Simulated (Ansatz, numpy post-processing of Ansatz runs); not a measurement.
# Band gap, band edges and electron mass of Ge under biaxial strain normal to [111], r2SCAN with spin-orbit coupling

A germanium light emitter works best when its electrons collect at Γ, where they recombine with holes without the help of phonons. In real unstrained Ge they collect at L instead. Strain from a substrate moves both kinds of valley and also splits the valence top. This report follows the gap, the position of the band edges and the electron mass as a strain of −2.0 to +0.5 per cent is imposed in the plane normal to [111]. Strain is counted from the cell relaxed with r2SCAN, tension positive. Each gap is a Kohn-Sham gap, measured from the valence top of the same strained cell.

## How the numbers were made

Ge (diamond), space group 227, 2 atoms in the cell, from the Crystallography Open Database or the Materials Project. The reference is the cell relaxed to zero pressure with this functional (primitive vectors 4.010, 4.010, 4.010 angstrom). An equal strain is imposed in the plane normal to [111], as by a substrate; the length along [111] is adjusted until the stress along it vanishes, and ions are relaxed. Ansatz 0.2.0, plane waves with PAW potentials (set ansatz_paw_generated_soft_1), r2SCAN, with spin-orbit coupling, no spin polarisation, no Hubbard U; cutoff 500 eV, self-consistent k meshes 8x8x8. Band extrema were located on a dense mesh in each cell and refined; masses are central differences at 0.008 and 0.03 1/angstrom. Left out: the points at 1, 1.5, 2, where the gap is closed or under 0.1 eV, the order of the edge levels is in doubt, or the search for extrema failed its check.

- imposed strain (per cent): in-plane strain imposed, positive in tension.
- free strain (per cent): resulting strain along the free axis.
- edges: where the valence-band maximum and the conduction-band minimum lie in the zone.
- band gap (eV): fundamental Kohn-Sham gap, conduction-band minimum minus valence-band maximum.
- electron mass (m_e): electron conductivity mass of the lowest valley, in free-electron masses.
- valence splitting (eV): depth of the next valence level below the valence top, at the same point of the zone, listed up to 1.2 eV.
- next valley (eV): height of the next conduction valley above the lowest one, where one lies within the search window.

## Results

| member | imposed strain (per cent) | free strain (per cent) | edges | band gap (eV) | electron mass (m_e) | valence splitting (eV) | next valley (eV) |
| --- | --- | --- | --- | --- | --- | --- | --- |
| −2.0 per cent | −2.0 | 0.70 | Gamma to L (3 valleys, oblique to the axis) | 0.263 | 0.119 | 0.1196 | 0.1957 |
| −1.5 per cent | −1.5 | 0.52 | Gamma to L (3 valleys, oblique to the axis) | 0.288 | 0.118 | 0.0977 | 0.1413 |
| −1.0 per cent | −1.0 | 0.34 | Gamma to L (3 valleys, oblique to the axis) | 0.311 | 0.118 | 0.0694 | 0.0782 |
| −0.5 per cent | −0.5 | 0.17 | Gamma to L (3 valleys, oblique to the axis) | 0.330 | 0.117 | 0.0371 | 0.0085 |
| +0.0 per cent | 0.0 | 0.00 | Gamma to Gamma | 0.281 | 0.016 | 0.2872 | 0.0666 |
| +0.5 per cent | 0.5 | −0.17 | Gamma to Gamma | 0.179 | 0.012 | 0.0381 | 0.0492 |

Least-squares fits to the whole series, with x = imposed strain (per cent); R² in the fitted variables, residuals in the unit of y:

| y | members | fit | R² | rms residual | leave-one-out rms | standard deviation of y |
| --- | --- | --- | --- | --- | --- | --- |
| band gap (eV) | 6 | y = 0.2682 − 0.1230 x − 0.06593 x² | 0.91 | 0.014 | 0.043 | 0.053 |
| electron mass (m_e) | 6 | y = 0.05224 − 0.09301 x − 0.02993 x² | 0.85 | 0.019 | 0.042 | 0.054 |

## Why the values move as they do

Among the listed strains the gap is largest at −0.5 per cent, 0.330 eV, and smaller on both sides. The conduction edge lies at L in the four compressed members and at Γ in the other two. The electron mass follows the valley: 0.117 to 0.119 at L, 0.016 and 0.012 at Γ. A single parabola cannot follow such a change of valley, and the fits to gap and mass predict a left-out member little better than the mean does.

In compression we take the next valley to be Γ. If it were the fourth L valley, split off by strain alone, its height would grow in proportion to the strain, whereas it rises from 0.0085 to 0.0782 eV when the strain doubles from −0.5 to −1.0 per cent. In tension the [111] axis shortens, which lowers the L valley on that axis; we take this to be the next valley at +0.5 per cent.

The model for the gap rests on three assumptions.

1. Conduction levels shift linearly with the imposed strain x, measured from the mean of the two upper valence levels.
2. These two levels split by σ|x| about their mean, so the valence top rises by ½σ|x| for either sign of strain.
3. The gap belongs to the lowest valley: Γ or the oblique L valleys in compression, Γ at the tensile member.

Subtracting the valence top from each conduction level gives

E_Γ(x) = E_Γ(0) − αx − ½σ|x|

E_L(x) = E_L(0) − βx − ½σ|x|, for x ≤ 0.

The three parameters are the slopes α, β and σ; the unstrained energies are the starting points. α is positive because the antibonding s-like level at Γ rises as the bonds shorten. β holds two opposing effects of compression: the smaller volume raises the L levels, while the longer [111] axis lowers the three oblique ones.

## Fixing and testing the model

We fix the model on the members at 0.0 and −0.5 per cent. Energies are in eV, slopes in eV per per cent of strain.

The unstrained member gives E_Γ(0) = 0.281 and, if its next valley is taken to be L, E_L(0) = 0.281 + 0.0666 = 0.3476. Its listed valence splitting of 0.2872 is the spin-orbit splitting and does not enter σ.

The member at −0.5 per cent gives the slopes:

- σ = 0.0371 / 0.5 = 0.0742, so the valence top rises by 0.0742 × 0.5 / 2 = 0.01855 at this strain.
- The direct gap is 0.330 + 0.0085 = 0.3385, hence α = (0.3385 + 0.01855 − 0.281) / 0.5 = 0.1521.
- β = (0.330 + 0.01855 − 0.3476) / 0.5 = 0.0019, which is zero within the rounding of the gaps.

The other four members follow:

- −1.0 per cent, L: 0.3476 + 0.0019 − 0.0371 = 0.3124; table 0.311.
- −1.5 per cent, L: 0.3476 + 0.0019 × 1.5 − 0.0742 × 1.5 / 2 = 0.2948; table 0.288.
- −2.0 per cent, L: 0.3476 + 0.0038 − 0.0742 = 0.2772; table 0.263.
- +0.5 per cent, Γ: 0.281 − 0.1521 × 0.5 − 0.0742 × 0.5 / 2 = 0.1864; table 0.179.

The rms miss of these four is 0.009, against a standard deviation of 0.053 for the gap over the series.

The small β means that the two effects on the oblique L valleys nearly cancel. In this model the gap therefore shrinks in compression beyond −0.5 per cent mainly because the valence top rises. In tension most of the drop comes from the fall of the Γ level, but the rise of the valence top explains why the drop is steeper than a straight line suggests: a line through the direct gaps at −0.5 and 0.0 per cent would give 0.281 − (0.3385 − 0.281) = 0.2235 at +0.5 per cent, a miss six times as large as that of the model.

## Outliers

All four predicted gaps lie above the table, and in compression the excess grows with strain to 0.014 eV. The direct gap departs further: at −2.0 per cent the model gives 0.281 + 0.1521 × 2.0 − 0.0742 × 2.0 / 2 = 0.5110 eV, the table 0.263 + 0.1957 = 0.4587 eV. Here the assumption of linear shifts fails. One possible cause is that shear along [111] mixes the Γ conduction level with higher ones and pushes it down by an amount quadratic in strain, which has the right sign in both directions.

The valence splitting also falls short of linear, with 0.1196 eV at −2.0 per cent against 0.0742 × 2.0 = 0.1484 eV. In compression the split-off level pushes up the lower of the two upper levels, so that to leading order the splitting is δ − δ²/(2Δ), where δ is the splitting without this push, linear in strain, and Δ = 0.2872 eV. The member at −0.5 per cent sets δ at roughly 0.080 eV per per cent, since half of that gives 0.040 − 0.040 × 0.040 / (2 × 0.2872) = 0.0372 eV, against 0.0371 eV in the table. This gives 0.080 − 0.080 × 0.080 / (2 × 0.2872) = 0.069 eV at −1.0 per cent, as in the table. In tension the correction changes sign and gives 0.043 eV at +0.5 per cent, against 0.0381 eV; this difference remains open.

## Rules of thumb and their limits

Over the listed strains, the gap follows from two conduction levels and a valence top that rises for either sign of strain. Tension normal to [111] is a doubtful route to a direct gap: from 0.0 to +0.5 per cent the next valley comes closer to Γ, from 0.0666 to 0.0492 eV, so L falls faster than Γ.

Two errors of the functional limit the use of these values. Semilocal gaps are too small, typically by some tenths of an eV (rough), while the gaps in the table span only 0.330 − 0.179 = 0.151 eV; the light Γ masses are too small with them. The direct gap of the unstrained member is also an error: measured Ge has its lowest valley at L, so r2SCAN places Γ too low against L by more than 0.0666 eV.

[On method and selection: In some or all of these runs the check for a lower neighbouring minimum or state was switched off (adjacent_minimum: false), so a lower one is not excluded. Runs that did not converge, have known faults or may not be shown are not listed, and runs on Ansatz's PAW sets soft_1 and soft_2 are kept to separate tables.]
